Q: This is a crystal of aluminium, gallium and arsenic, and every atom in it has four bonds. I expected one charge per element. Is that what the calculation gives?

Bader charges and volumes and Löwdin s, p and d populations (zero for a shell absent from the PAW dataset) in Al2GaAs3, space group I-4m2, from Ansatz 0.2.0 at fixed atomic positions. The calculation used scalar-relativistic PBE without spin polarization, soft_2 PAW datasets, a 420 eV plane-wave cutoff, a 10×10×10 k mesh and 0.02 eV Gaussian smearing.

```
row  bader charge (e)  element  s electrons (e)  p electrons (e)  d electrons (e)  bader volume (Å³)
  1             1.944       Al            0.906            1.711            0.000               8.55
  2             1.944       Al            0.906            1.711            0.000               8.55
  3             0.689       Ga            1.141            1.796            9.989              17.74
  4            -1.317       As            1.480            3.701            9.997              34.01
  5            -1.942       As            1.477            3.867            9.997              38.56
  6            -1.317       As            1.480            3.701            9.997              34.01
```

A: It holds for the metals but not for arsenic. The Bader charge is what remains when the electrons in an atom's region of space are subtracted from those of the neutral atom; the regions are bounded by surfaces that follow the valleys of the electron density. The two Al atoms agree because symmetry makes them the same site, and the same is true of the arsenic atoms in rows 4 and 6. The arsenic in row 5 stands apart: its charge is −1.942 e against −1.317 e for the other two.

Q: Then something must be different about row 5. Is it squeezed, or are its bonds longer?

A: Look at who its neighbours are. The atomic positions put four Al atoms around the arsenic of row 5, but two Al and two Ga around those of rows 4 and 6. The bond lengths hardly differ, since Al–As and Ga–As agree to about 0.01 Å. What changes from one arsenic to the other is the kind of metal at the far end of the bonds.

Q: And the metal matters because Al is more positive than Ga?

A: Yes. Aluminium carries 1.944 e and gallium only 0.689 e, so an Al neighbour gives up more of its electrons. Treat every bond as a separate channel through which charge passes from metal to arsenic. A metal atom has four such channels, and the simplest assumption is that it uses them equally. An arsenic atom then collects whatever its own four neighbours send:

q(As) = −[n(Al) · q(Al) + n(Ga) · q(Ga)] / 4

Here q is the charge of an atom, and n(Al) and n(Ga) count the Al and Ga neighbours of the arsenic.

Q: Can you work that out for row 4?

A: It has two neighbours of each kind, so

q(As) = −[2 × 1.944 + 2 × 0.689] / 4 = −5.266 / 4 ≈ −1.317 e

and that is the charge in the table. For row 5, with four Al neighbours, the rule gives minus the charge of one Al atom, −1.944 e, which is within 0.01 e of the calculated value. The metal charges were read from the table and no constant was adjusted to the arsenic charges.

Q: But the crystal is neutral. Once you know the metal charges, the arsenic charges have to add up correctly anyway.

A: Their sum does, so the sum is no test. Neutrality would be equally content with −1.526 e on each arsenic, which is too negative for rows 4 and 6 and not negative enough for row 5. What the rule really predicts is the difference between the two kinds of arsenic: half the difference between Al and Ga, or 0.63 e. The table agrees, but that is one independent number from one crystal.

Q: What does that one number teach us about the bonds?

A: It tells us whether an Al–As bond notices the company it keeps. All four bonds of row 5 are alike, so each must bring in a quarter of its charge, 0.486 e. For row 4, first subtract what the two Ga atoms send, then divide the remainder between the two Al bonds. The result is again 0.486 e. If charge moves only along bonds, the Bader count assigns the same amount from an Al atom to an arsenic surrounded by Al as to one that it shares with Ga. That is what we expect whenever the border sits at the same place in every Al–As bond, and it would be expected even for overlapping neutral atoms.

Q: That surprises me. An arsenic atom that has already taken up more electrons should resist taking still more.

A: It should, if it were alone. Extra electrons repel one another and raise the energy levels of the atom, which makes it a weaker acceptor. But the arsenic of row 5 also sits among more strongly positive neighbours, and their attraction lowers the same levels. Theory therefore expects the two effects to oppose each other. The steady value per bond is compatible with such an offset but doesn't show it. The table gives the size of neither effect, and a border that stays put in each bond would keep much of the value steady in any case.

Q: Now go one step back. Why does aluminium give more than gallium? They are in the same group and both have three valence electrons.

A: The difference comes from what lies beneath those electrons. Gallium has a filled 3d shell, and aluminium has none. Electrons in a d shell screen the nucleus poorly, so the ten extra protons that accompany the shell are not fully hidden from the outer electrons. The 4s electrons of gallium, which come close to the nucleus, feel this most and are held more tightly than the 3s electrons of aluminium. Gallium is therefore less electropositive than its place below aluminium would suggest.

Q: Is there any sign of it in the table?

A: There is, in the columns that sort the electrons by shell. They come from a Löwdin analysis, which projects the electrons onto atomic orbitals instead of cutting up space. Gallium holds 0.235 more s electrons than aluminium, but only 0.085 more p electrons. Most of what gallium keeps back is thus in the shell that the argument singles out. This supports the explanation without proving it, because the result also depends on the shapes of the orbitals used for the projection.

Q: So the arsenic atoms next to gallium should be short of s electrons?

A: No, they are short of p electrons. The s counts of the two kinds of arsenic are almost equal, while row 5 has 0.166 more p electrons than row 4. The 4s level of arsenic lies well below the valence levels of both metals, so a change of metal is expected to disturb it less. Its 4p level lies higher and mixes with the metal orbitals to form the upper valence states.

Picture one such bonding state, shared between a p orbital on arsenic and an s orbital on the metal. The lower the metal orbital lies, the larger the part of the shared electrons that stays on the metal. Replacing Al by Ga lowers that orbital. The metal then gains mostly s character and the arsenic loses p character, which is the pattern in the table.

Q: You have just used a second way of counting electrons. Does it give the same charges?

A: It gives the same order but much smaller values. Subtract the s, p and d electrons from those of the neutral atom, which are 3 for Al, 13 for Ga and 15 for As when the filled d shells are included. Aluminium then comes out at 0.383 e, about a fifth of its Bader charge. Row 5 is again the most negative arsenic, with −0.341 e against −0.178 e for row 4.

Q: A factor of five is alarming. Which one is the true charge?

A: Neither, because a crystal has no unique border between bonded atoms. The electrons of a bond lie between the two partners, and each method has its own way of dividing them. In an Al–As bond, Bader's surface runs close to aluminium and leaves most of the bond to arsenic. The orbitals of aluminium, however, reach well beyond that surface, so the Löwdin count credits aluminium with electrons that Bader assigns to arsenic.

Q: Can I see where the surface runs?

A: The Bader volumes show it. The region of gallium is about twice as large as that of aluminium, although their bonds to arsenic are equally long. Arsenic takes up the space that aluminium leaves: its region measures 38.56 Å³ in row 5 and 34.01 Å³ in row 4. If you add to each arsenic a quarter of the volume of every metal neighbour, both kinds come to about 47 Å³. The cell volume fixes the average of these sums, so here too only their agreement is a test.

So the surface slides along the bond, towards Al and away from Ga, and takes electrons with it. The filled 3d shell probably helps here too, since its density around gallium pushes the valley outwards. A good part of the large Bader contrast is therefore expected to reflect the position of the border rather than a transfer of charge from one atom to another: overlapping neutral atoms, cut in the same way, should already show charges of these signs and in this order. The volumes alone don't tell us how large that part is.

Q: Then perhaps the special charge of row 5 is only an effect of the border.

A: Its size depends on the border, but its sign survives a change of method. The Löwdin count draws no surface at all and still separates the two kinds of arsenic, by 0.163 e. Half the Löwdin difference between Al and Ga is 0.155 e, so the bond rule works for this split as well. It does less well for the single arsenic charges, which it makes too negative by 0.04 to 0.05 e. The reason is that the projection leaves 0.143 electrons of the cell assigned to no atom. That is nearly as much as the split itself, and the Löwdin division also depends on the orbitals of the neighbours, so the agreement supports a real difference between the sites without fixing its size.

Q: I work on layer growth, not on electronic structure. What should I take from this?

A: In this crystal, the arsenic of row 5 lies between two layers of aluminium, while those of rows 4 and 6 lie between an aluminium and a gallium layer. An arsenic atom therefore carries a mark of the layers on either side of it. To compare such sites, use charges from one method throughout and look at the differences. Don't read −1.9 e as the charge of an ion, since the Löwdin count gives the same atom only −0.341 e.

Q: And if I had an arsenic with three Al neighbours and one Ga?

A: Count the bonds. One of the strong donors around row 5 has been replaced by a weaker one, so I would place its charge between those of rows 5 and 4, about halfway. That is an expectation, because this crystal has no such site. It also assumes that the bonds keep nearly the same length and that each metal gives as much as it does here. The charges were calculated with the PBE density functional for one ordered arrangement, which may not be the one that forms in a grown layer.
